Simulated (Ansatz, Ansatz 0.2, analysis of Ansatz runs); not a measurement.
# Vacancy formation energy in copper: recommended settings and the tests of cutoff, k mesh, cell size and smearing

## Reference data

The reference for the copper monovacancy is a formation energy of 1.19 eV, taken from "Vacancy-formation energies for fcc and bcc transition metals" (T. Korhonen, M. J. Puska, R. M. Nieminen 1995, quoting earlier work (1992)). The experimental method is not given with the value. A second value, $1.28 \pm 0.05$ eV, comes from "Nonuniversal structure of point defects in face-centered cubic metals" (Pui-Wai Ma and S. L. Dudarev, 2021, quoting earlier work (1991)).

Vacancy enthalpies of metals are generally derived from data at high temperature, where divacancies and anharmonic vibrations can enter the Arrhenius slope. If that holds here, the static energy at 0 K, which is what we calculate, probably lies somewhat below both numbers. We measure deviations from 1.19 eV and keep this reservation for the verdict.

| compared with | measured | source's wording or label | method |
| --- | --- | --- | --- |
| vacancy formation energy at fixed volume (eV) | 1.19 | – | experiment, method not stated (source inferred, footnote marker … * |
| vacancy formation energy at fixed volume (eV) | 1.28 ± 0.05 | 1.28 ± 0.05 eV | experiment, method not stated (Landolt-Börnstein compilation) |

Where a quantity has several values, deviations refer to the one marked *.

Conditions are those given with the value in the passage it was taken from; "not stated" means there, and the paper may say more elsewhere. The values are a selection: others may have been left out beforehand as unlike or outlying.

## Method

The aim is a set of inexpensive settings for the vacancy formation energy at fixed volume. The working level is PBE with PAW potentials in a 64-site supercell on the PBE lattice, with a cutoff of 420 eV and a 3x3x3 mesh.

Success against experiment means a deviation of at most 0.15 eV from the reference. At 1000 K an error of that size changes the equilibrium vacancy concentration by roughly a factor of six, which is still useful for an order-of-magnitude estimate. For the numerical settings we ask for more: a saving is accepted if it moves the formation energy by no more than 0.03 eV from the working level, so that numerical errors stay well below the target.

Cutoff, k mesh, cell size, smearing and force threshold are tested in turn, with the other settings held where possible. Other functionals then give the scale of the error that belongs to the theory.

System: monovacancy in Cu; host Cu (Fm-3m), 1 atom in the primitive cell (vectors 2.556, 2.556, 2.556 A from a diffraction structure (COD)); the defect sits in supercells of it, on the lattice that each run names.

On the selection of runs and values: Further runs on this system are not shown.

## 1. Working level and plane-wave cutoff

The cutoff comes first because it affects the cost of every later calculation. We bracket the working value of 420 eV with 300 eV and 520 eV. Much of the basis error should cancel between the host and the defect cell, so we expect little change upwards; at 300 eV the host volume may shift as well, and it is worth watching alongside the energy.

**Run 1.** Ansatz 0.2: PBE, 64-site cell, PBE lattice, 420 eV, PAW set soft_2, k: 3x3x3 Gamma-centred.

Key lines of the input:
```
relax:
  f_tol: 0.02
  max_steps: 80
  escape_saddle: false
crystal:
  lattice:
    - [0.0, 7.26165902, 7.26165902]
    - [7.26165902, 0.0, 7.26165902]
    - [7.26165902, 7.26165902, 0.0]
  atoms:
    ...
basis:
  ecutwfc: 420
  xc_grid: 2
hamiltonian:
  xc: pbe
kpoints:
  mp_grid: { grid: [3, 3, 3] }
scf:
  occupations: { method: methfessel_paxton, width: 0.1 }
  max_iter: 120
[... 7 more lines left out for length ...]
```

Command:
```
ansatz run input.yaml --threads 4 --pin off --max-ram 14131MiB --backend cpu --events-out ev --progress --plain --runs-dir out
```

Selected lines of the output:
```
Symmetry: 48 space group operations
k-points: 4 of 27
SCF 1 converged in 5 iterations: F = -417384.551959 eV  dr2 = 8.47e-6
SCF 2 converged in 6 iterations: F = -417384.566208 eV  dr2 = 1.08e-7
SCF 3 converged in 8 iterations: F = -417384.576230 eV  dr2 = 3.69e-8
Free energy (F): -417384.576230 eV
  E_smearing   = 0.040196  (= −TS)
```

Converged; 3.1 min on 4 cores of Intel Xeon Platinum 8259CL at 2.50GHz (Skylake/Cascade Lake), shared host.

**Run 2.** Ansatz 0.2: PBE, 64-site cell, PBE lattice, 300 eV, PAW set soft_2, k: 3x3x3 Gamma-centred.

Key lines of the input, as changed from run 1:
```diff
  crystal:
    lattice:
-     - [0.0, 7.26165902, 7.26165902]
-     - [7.26165902, 0.0, 7.26165902]
-     - [7.26165902, 7.26165902, 0.0]
+     - [0.0, 7.29657959, 7.29657959]
+     - [7.29657959, 0.0, 7.29657959]
+     - [7.29657959, 7.29657959, 0.0]
  basis:
-   ecutwfc: 420
+   ecutwfc: 300
```

Selected lines of the output:
```
Warning: basis.ecutwfc = 300 eV is below the records' recommended 420 eV, and the density's cutoff is lower with it unless basis.ecutrho_ratio is high enough to keep the records' density cutoff: compare with a run at a higher …
Free energy (F): -417367.783692 eV
```

Converged; 2.7 min on 4 cores of Arm Neoverse V2, shared host. Warnings: cutoff_below_recommended (in short: A typed cutoff is below a recommended value, from the records, the datasets' recipe or DFPT's needs, possibly lowering the density cutoff; compare with a higher-cutoff run).

**Run 3.** Ansatz 0.2: PBE, 64-site cell, PBE lattice, 520 eV, PAW set soft_2, k: 3x3x3 Gamma-centred.

Key lines of the input, as changed from run 1:
```diff
  crystal:
    lattice:
-     - [0.0, 7.26165902, 7.26165902]
-     - [7.26165902, 0.0, 7.26165902]
-     - [7.26165902, 7.26165902, 0.0]
+     - [0.0, 7.26031952, 7.26031952]
+     - [7.26031952, 0.0, 7.26031952]
+     - [7.26031952, 7.26031952, 0.0]
  basis:
-   ecutwfc: 420
+   ecutwfc: 520
```

Command:
```
ansatz run input.yaml --threads 8 --pin off --max-ram 14131MiB --backend cpu --events-out ev --progress --plain --runs-dir out
```

Selected lines of the output:
```
[key lines of the log; the rest is left out for length]
Crystal: 63 atoms, lattice volume = 765.415 Å³
Basis set: ecut = 520 eV, 20539 PW (Γ), exchange–correlation on 160×160×160 points (8 copies of the dense FFT grid, shifted against one another)
Symmetry: 48 space group operations
k-points: 4 of 27
SCF 1 converged in 6 iterations: F = -417384.735750 eV  dr2 = 5.39e-6
SCF 2 converged in 6 iterations: F = -417384.750011 eV  dr2 = 2.83e-7
SCF 3 converged in 8 iterations: F = -417384.760087 eV  dr2 = 4.07e-8
SCF converged after 8 iterations
Free energy (F): -417384.760087 eV
  E_smearing   = 0.040228  (= −TS)
```

Converged; 5.6 min on 8 cores of Arm Neoverse N1, shared host. Warnings: slots_ram_shed (in short: A notice on how the run was arranged to fit into memory).

| quantity | run 1 | run 2 | run 3 | measured |
| --- | --- | --- | --- | --- |
| vacancy formation energy at fixed volume (eV) | 1.181 | 1.193 | 1.180 | 1.19 |
| energy gained by relaxing the atoms (eV) | 0.0243 | 0.0258 | 0.0243 |  |
| volume an atom of the host (Å³) | 11.97 | 12.14 | 11.96 |  |

The cutoff has little hold on the formation energy. Going from 420 to 520 eV changes it by 0.001 eV, and going down to 300 eV raises it by 0.012 eV, inside the 0.03 eV allowed. This rests on cancellation: the total energy of the defect cell at 300 eV lies almost 17 eV above that at 420 eV, yet nearly all of this drops out against the host.

The host volume is less forgiving. It grows from 11.97 to 12.14 Å$^3$ per atom at 300 eV, so that cutoff serves for this energy difference but not for the lattice. The program also warns that 300 eV is below the recommendation for the potentials and may lower the density cutoff; the comparison it asks for is the one made here. We keep 420 eV. The times come from different processors and do not tell what the lower cutoff saves.

At the working level the formation energy is 1.181 eV, very close to the reference. The k mesh and the cell size have yet to be tested.

## 2. k mesh and cell size

The mesh is reduced to 2x2x2 in the 64-site cell, and the cell is reduced to 32 and 8 sites. The 8-site cell with its 6x6x6 mesh samples the host as densely as the working level does, so its shift should come from the closeness of the vacancies alone. For a metal we expect the coarser mesh to do more harm than the lower cutoff did, and the 8-site cell, where each vacancy is close to its images, to fail the 0.03 eV limit.

**Run 4.** Ansatz 0.2: PBE, 64-site cell, PBE lattice, 420 eV, PAW set soft_2, k: 2x2x2 Gamma-centred.

Key lines of the input, as changed from run 1:
```diff
  kpoints:
-   mp_grid: { grid: [3, 3, 3] }
+   mp_grid: { grid: [2, 2, 2] }
```

Selected lines of the output:
```
Symmetry: 48 space group operations
k-points: 3 of 8
Free energy (F): -417382.950644 eV
  E_smearing   = -0.030302  (= −TS)
```

Converged; 4.3 min on 4 cores of Arm Neoverse V1, shared host.

**Run 5.** Ansatz 0.2: PBE, 32-site cell, PBE lattice, 420 eV, PAW set soft_2, k: 4x4x4 Gamma-centred.

Key lines of the input:
```
relax:
  f_tol: 0.02
  max_steps: 80
  escape_saddle: false
crystal:
  lattice:
    - [7.26165903, 0.0, 0.0]
    - [0.0, 7.26165903, 0.0]
    - [0.0, 0.0, 7.26165903]
  atoms:
    ...
basis:
  ecutwfc: 420
  xc_grid: 2
hamiltonian:
  xc: pbe
kpoints:
  mp_grid: { grid: [4, 4, 4] }
scf:
  occupations: { method: methfessel_paxton, width: 0.1 }
  max_iter: 120
[... 7 more lines left out for length ...]
```

Command:
```
ansatz run input.yaml --threads 2 --pin off --max-ram 3768MiB --backend cpu --events-out ev --progress --plain --runs-dir out
```

Selected lines of the output:
```
Free energy (F): -205379.259477 eV
  E_smearing   = -0.000325  (= −TS)
```

Converged; 2.4 min on 2 cores of AMD EPYC 7R43 64, shared host.

**Run 6.** Ansatz 0.2: PBE, 8-site cell, PBE lattice, 420 eV, PAW set soft_2, k: 6x6x6 Gamma-centred.

Key lines of the input:
```
relax:
  f_tol: 0.02
  max_steps: 80
  escape_saddle: false
crystal:
  lattice:
    - [0.0, 3.63082951, 3.63082951]
    - [3.63082951, 0.0, 3.63082951]
    - [3.63082951, 3.63082951, 0.0]
  atoms:
    ...
basis:
  ecutwfc: 420
  xc_grid: 2
hamiltonian:
  xc: pbe
kpoints:
  mp_grid: { grid: [6, 6, 6] }
scf:
  occupations: { method: methfessel_paxton, width: 0.1 }
  max_iter: 120
[... 7 more lines left out for length ...]
```

Selected lines of the output:
```
Symmetry: 48 space group operations
k-points: 16 of 216
```

Converged; 7 s on 2 cores of Intel Xeon Platinum 8488C (Sapphire Rapids), shared host.

| quantity | run 4 | run 5 | run 6 | measured |
| --- | --- | --- | --- | --- |
| vacancy formation energy at fixed volume (eV) | 1.017 | 1.098 | 0.982 | 1.19 |
| energy gained by relaxing the atoms (eV) | 0.0167 | 0.0270 | 0.0000 |  |
| volume an atom of the host (Å³) | 11.97 | 11.97 | 11.97 |  |

None of the three reductions stays within 0.03 eV. The 2x2x2 mesh lowers the formation energy by about 0.16 eV, more than the whole target against experiment, and saves little: symmetry leaves three k-points instead of four. The 32-site cell comes out 0.083 eV below the working level and the 8-site cell about 0.20 eV below it. The 32-site run differs in cell shape and mesh as well as size, and samples the host somewhat more densely than the working level, so its shift cannot be assigned to the smaller cell alone. In the 8-site cell every remaining atom sits on an inversion centre, so no relaxation is possible; the relaxation energy of 0.0243 eV at the working level is far too small to explain that shift.

We had meant to read the 8-site result as an effect of vacancy spacing alone. That is too simple, because equal sampling of the host does not guarantee equal sampling error in the defect cells. The smearing term points the same way: in the 64-site cell it changes from 0.040 to -0.030 eV between the two meshes, while in the 32-site cell it is close to zero. The 3x3x3 mesh is therefore not shown to be converged, and the close match with the reference at the working level should not be taken at face value. A denser mesh in the 64-site cell is not shown in this report.

## 3. Smearing and force threshold

Smearing now serves two purposes. A width of 0.3 eV evens out the sampling of the Fermi surface, and Fermi-Dirac occupations of 0.05 eV change the scheme as well as the width; the spread between them and the working level tells how far the result depends on the treatment of the Fermi surface on this mesh. We expect shifts of some hundredths of an eV.

The third calculation loosens the force threshold to 0.1 eV/Å. Since the full relaxation gains only 0.0243 eV, stopping early cannot cost more than about that, and this saving should pass.

**Run 7.** Ansatz 0.2: PBE, 64-site cell, PBE lattice, 420 eV, PAW set soft_2, k: 3x3x3 Gamma-centred, smearing 0.3 eV.

Key lines of the input, as changed from run 1:
```diff
  scf:
-   occupations: { method: methfessel_paxton, width: 0.1 }
+   occupations: { method: methfessel_paxton, width: 0.3 }
```

Selected lines of the output:
```
Free energy (F): -417384.577773 eV
  E_smearing   = -0.130378  (= −TS)
```

Converged; 66 s on 8 cores of Intel Xeon 6975P-C (Granite Rapids), shared host. Warnings: slots_ram_shed.

**Run 8.** Ansatz 0.2: PBE, 64-site cell, PBE lattice, 420 eV, PAW set soft_2, k: 3x3x3 Gamma-centred, Fermi-Dirac 0.05 eV.

Key lines of the input:
```
relax:
  f_tol: 0.02
  max_steps: 80
  escape_saddle: false
crystal:
  lattice:
    - [0.0, 7.26165903, 7.26165903]
    - [7.26165903, 0.0, 7.26165903]
    - [7.26165903, 7.26165903, 0.0]
  atoms:
    ...
basis:
  ecutwfc: 420
  xc_grid: 2
hamiltonian:
  xc: pbe
kpoints:
  mp_grid: { grid: [3, 3, 3] }
scf:
  occupations: { method: fermi_dirac, width: 0.05 }
  max_iter: 120
[... 7 more lines left out for length ...]
```

Selected lines of the output:
```
Free energy (F): -417384.674823 eV
  E_smearing   = -0.204436  (= −TS)
```

Converged; 4.2 min on 8 cores of Arm Neoverse N1, shared host. Warnings: slots_ram_shed.

**Run 9.** Ansatz 0.2: PBE, 64-site cell, PBE lattice, 420 eV, PAW set soft_2, k: 3x3x3 Gamma-centred, relaxed to 0.1 eV/A, looser than the other runs.

Key lines of the input, as changed from run 1:
```diff
  relax:
-   f_tol: 0.02
+   f_tol: 0.1
```

Selected lines of the output:
```
SCF 1 converged in 5 iterations: F = -417384.551959 eV  dr2 = 8.47e-6
SCF 2 converged in 7 iterations: F = -417384.566209 eV  dr2 = 6.13e-8
Free energy (F): -417384.566209 eV
```

Converged; 5.9 min on 4 cores of Arm Neoverse N1, shared host.

| quantity | run 7 | run 8 | run 9 | measured |
| --- | --- | --- | --- | --- |
| vacancy formation energy at fixed volume (eV) | 1.159 | 1.177 | 1.191 | 1.19 |
| energy gained by relaxing the atoms (eV) | 0.0246 | 0.0248 | 0.0142 |  |
| volume an atom of the host (Å³) | 11.97 | 11.97 | 11.97 |  |

All three changes stay within 0.03 eV. The broad smearing lowers the formation energy by about 0.02 eV, and the Fermi-Dirac occupations lower it by 0.004 eV. In the Fermi-Dirac calculation the smearing term of the defect cell is -0.204 eV, so most of it must cancel against the host. The small spread is reassuring about the 3x3x3 mesh, but all three values share that mesh and cannot replace a denser one.

The looser force threshold ends the relaxation one step earlier and raises the formation energy by about 0.01 eV, which is the part of the relaxation energy left ungained. That this lands almost on the reference is no improvement, since the structure is simply less relaxed. The saving is one self-consistent calculation of the defect cell out of three.

## 4. Other functionals for scale

The numerical shifts now need the error of the theory beside them. PBEsol and r2SCAN are each applied on their own lattice with the same cell and mesh; r2SCAN gets a cutoff of 500 eV, a change that hardly mattered for PBE. Semilocal functionals differ in how they treat the internal surface of a vacancy, and PBEsol usually gives a larger formation energy than PBE. We expect it to exceed the PBE value by more than any of the accepted savings did; for r2SCAN we have no firm expectation.

**Run 10.** Ansatz 0.2: PBEsol, 64-site cell, PBEsol lattice, 420 eV, PAW set soft_2, k: 3x3x3 Gamma-centred.

Key lines of the input, as changed from run 1:
```diff
  crystal:
    lattice:
-     - [0.0, 7.26165902, 7.26165902]
-     - [7.26165902, 0.0, 7.26165902]
-     - [7.26165902, 7.26165902, 0.0]
+     - [0.0, 7.12805788, 7.12805788]
+     - [7.12805788, 0.0, 7.12805788]
+     - [7.12805788, 7.12805788, 0.0]
  hamiltonian:
-   xc: pbe
+   xc: pbesol
```

Converged; 3.2 min on 4 cores of AMD EPYC 7R13 (Zen 3), shared host.

**Run 11.** Ansatz 0.2: r2SCAN, 64-site cell, r2SCAN lattice, 500 eV, PAW set soft_2, k: 3x3x3 Gamma-centred.

Key lines of the input, as changed from run 1:
```diff
  crystal:
    lattice:
-     - [0.0, 7.26165902, 7.26165902]
-     - [7.26165902, 0.0, 7.26165902]
-     - [7.26165902, 7.26165902, 0.0]
+     - [0.0, 7.15532723, 7.15532723]
+     - [7.15532723, 0.0, 7.15532723]
+     - [7.15532723, 7.15532723, 0.0]
  basis:
-   ecutwfc: 420
+   ecutwfc: 500
  hamiltonian:
-   xc: pbe
+   xc: r2scan
```

Converged; 2.5 min on 8 cores of Intel Xeon 6975P-C (Granite Rapids), shared host. Warnings: slots_ram_shed.

| quantity | run 10 | run 11 | measured |
| --- | --- | --- | --- |
| vacancy formation energy at fixed volume (eV) | 1.369 | 1.253 | 1.19 |
| energy gained by relaxing the atoms (eV) | 0.0311 | 0.0279 |  |
| volume an atom of the host (Å³) | 11.32 | 11.45 |  |

PBEsol gives 1.369 eV, 0.188 eV above PBE, and r2SCAN gives 1.253 eV, 0.072 eV above it. Both shifts exceed the largest accepted change, about 0.02 eV for the broad smearing. The relaxation energies differ by less than 0.01 eV among the three functionals, so the spread comes almost entirely from the unrelaxed vacancy, on lattices that also differ.

Against the reference, r2SCAN is within the target with a deviation of 0.063 eV. PBEsol is 0.179 eV too high and misses the target narrowly, although measured against the second experimental value it would pass. If the measured enthalpies do lie above the static energy, the correction would widen the deviation of both functionals.

The change of about 0.16 eV between the two k meshes in PBE is nearly as large as the step from PBE to PBEsol. Since PBEsol and r2SCAN were calculated on the same 3x3x3 mesh, whose remaining error is unknown, these results give a scale for the choice of functional and no firm ranking.

## Comparison with experiment

| run | settings | vacancy formation energy at fixed volume (eV) | deviation | cost |
| --- | --- | --- | --- | --- |
| 1 | PBE, 64-site cell, PBE lattice, 420 eV, k: 3x3x3 Gamma-centred | 1.181 | −0.009 | 12 core-min |
| 2 | PBE, 64-site cell, PBE lattice, 300 eV, k: 3x3x3 Gamma-centred | 1.193 | +0.003 | 11 core-min |
| 3 | PBE, 64-site cell, PBE lattice, 520 eV, k: 3x3x3 Gamma-centred | 1.180 | −0.010 | 45 core-min |
| 4 | PBE, 64-site cell, PBE lattice, 420 eV, k: 2x2x2 Gamma-centred | 1.017 | −0.173 | 17 core-min |
| 5 | PBE, 32-site cell, PBE lattice, 420 eV, k: 4x4x4 Gamma-centred | 1.098 | −0.092 | 4.8 core-min |
| 6 | PBE, 8-site cell, PBE lattice, 420 eV, k: 6x6x6 Gamma-centred | 0.982 | −0.208 | under 1 core-min |
| 7 | PBE, 64-site cell, PBE lattice, 420 eV, k: 3x3x3 Gamma-centred, smearing 0.3 eV | 1.159 | −0.031 | 8.8 core-min |
| 8 | PBE, 64-site cell, PBE lattice, 420 eV, k: 3x3x3 Gamma-centred, Fermi-Dirac 0.05 eV | 1.177 | −0.013 | 34 core-min |
| 9 | PBE, 64-site cell, PBE lattice, 420 eV, k: 3x3x3 Gamma-centred, relaxed to 0.1 eV/A, looser than the other runs | 1.191 | +0.001 | 23 core-min |
| 10 | PBEsol, 64-site cell, PBEsol lattice, 420 eV, k: 3x3x3 Gamma-centred | 1.369 | +0.179 | 13 core-min |
| 11 | r2SCAN, 64-site cell, r2SCAN lattice, 500 eV, k: 3x3x3 Gamma-centred | 1.253 | +0.063 | 20 core-min |
|  | measured | 1.19 |  |  |

Further runs on the same system, made beside this series (convergence steps with loose settings among them):

| further | settings | vacancy formation energy at fixed volume (eV) | deviation | cost |
| --- | --- | --- | --- | --- |
| F1 | PBE-D3(BJ), 64-site cell, PBE-D3(BJ) lattice, 420 eV, k: 3x3x3 Gamma-centred | 1.584 | +0.394 | 18 core-min |
| F2 | LDA, 64-site cell, LDA lattice, 420 eV, k: 3x3x3 Gamma-centred | 1.389 | +0.199 | 22 core-min |
|  | measured | 1.19 |  |  |

## Discussion

The working level meets the target: PBE in the 64-site cell gives 1.181 eV, 0.009 eV below the reference, for 12 core-minutes. It also lies within 0.15 eV of the second measured value.

For this formation energy we recommend 64 sites, a cutoff of 420 eV and at least a 3x3x3 mesh. A force threshold of 0.1 eV/Å costs about 0.01 eV and spares one self-consistent calculation of the defect cell. A cutoff of 300 eV is tolerable for the energy but spoils the host volume. The 2x2x2 mesh and the 8-site cell should be avoided; 520 eV brought nothing. The 32-site cell fails the 0.03 eV limit against the working level but meets the target against experiment, and since the working mesh is not shown to be converged, these runs do not tell which of the two is nearer the converged PBE value.

The close match is no measure of accuracy. PBE tends to underestimate the energy of the vacancy's internal surface, and high-temperature enthalpies probably exceed the static energy. Both would place PBE below experiment, so a gap of only 0.009 eV suggests either an offsetting error or that the reference, the lower of the two measured values, is on the low side; against the second value PBE lies about 0.1 eV below. The k mesh is a candidate: the step from 2x2x2 to 3x3x3 raised the result by about 0.16 eV, and convergence beyond that is not shown in this report. The gap of 0.083 eV to the 32-site cell, with its somewhat denser sampling, may have the same origin; these runs do not separate mesh from cell size.

The choice of functional matters more than any accepted saving. r2SCAN passes at 1.253 eV. PBEsol and LDA, at 1.369 and 1.389 eV, miss the target against the reference; they would pass against the second value, but a static energy below the measured enthalpies would count against them in both cases. PBE-D3(BJ) fails against both at 1.584 eV; a likely reason is that its pairwise attraction neglects metallic screening and makes removing an atom too costly.

[Logs are printed without paths, hosts, clocks, repeated set-up lines and the standing remarks that a program may print on its own settings, such as how far it seeks lower states.]

[The runs shown are a pick from a larger set of finished runs; failed, doubtful and other runs were left out of it ahead of writing. So were measured values far from every level or from commonly accepted values, and agreement can look better than it is. Lines of input and output are excerpts and may be shortened.]
